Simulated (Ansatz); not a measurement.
# The atomisation energy (no zero-point term) down a group: C to Ge

Gas-phase molecules, one atom swapped for its congeners: GeH2(CH3)F; GeH2(SiH3)F; GeH2(GeH3)F. All are singlets with charge 0.

Shapes, held fixed at every level: PBE0-D4/def2-TZVP. Programs: Ansatz 0.2.0. Values in eV.

```tsv
level	GeH2(CH3)F	GeH2(GeH3)F
SPW92/def2-TZVPP	31.28	25.76
B3LYP-D4/def2-TZVPP	27.61	22.57
PBE0-D4/def2-TZVPP	27.50	22.33
wB97M-V/def2-TZVPP	27.66	22.55
B2PLYP/def2-TZVPP	27.47	22.44
MP2/def2-SVP	26.44	21.24
CCSD(T)/def2-TZVPP	27.34	22.57
```

**Question.** Estimate the column for GeH2(SiH3)F from its neighbours.

**Answer.** The mean of the neighbours at CCSD(T)/def2-TZVPP is 24.95 eV, against 23.43 from the run: the member lies nearer Ge. All rows: SPW92/def2-TZVPP 26.59; B3LYP-D4/def2-TZVPP 23.70; PBE0-D4/def2-TZVPP 23.37; wB97M-V/def2-TZVPP 23.70; B2PLYP/def2-TZVPP 23.48; MP2/def2-SVP 22.14; CCSD(T)/def2-TZVPP 23.43 eV. At CCSD(T)/def2-TZVPP the atomisation energy falls at every step, from 27.34 to 22.57 eV. Every level shows the same order. Relativity is left out for Ge. Outer-core shells of Ge are correlated in most correlated rows, in sets that cover them unevenly. Spin-orbit coupling, which grows down the group, is left out (summed over each molecule's free atoms 0.14, 0.16, 0.26 eV). Coupled cluster in double- or triple-zeta sets underbinds by a few per cent against its basis-set limit.

The neighbour average overestimates the silicon member at every level, because the drop from carbon to silicon is much larger than that from silicon to germanium. The GeH2F part is common to all three molecules, so the trend mainly reflects the three X–H bonds and the Ge–X bond. Carbon's valence 2p shell has no inner p shell beneath it; it is compact, close in size to 2s, and overlaps strongly with hydrogen and germanium. Silicon and germanium bond through larger, more diffuse p orbitals, which weakens both kinds of bond. The filled 3d shell of germanium screens the nuclear charge poorly and holds its valence shell in, which probably explains why the second step is so small.

SPW92 gives far larger energies than the other levels, the familiar local-density overbinding, yet it keeps the order, so the uneven spacing doesn't hinge on an accurate absolute energy. These totals don't give the strength of the Ge–X bond itself, since the X–H bonds change along with it.
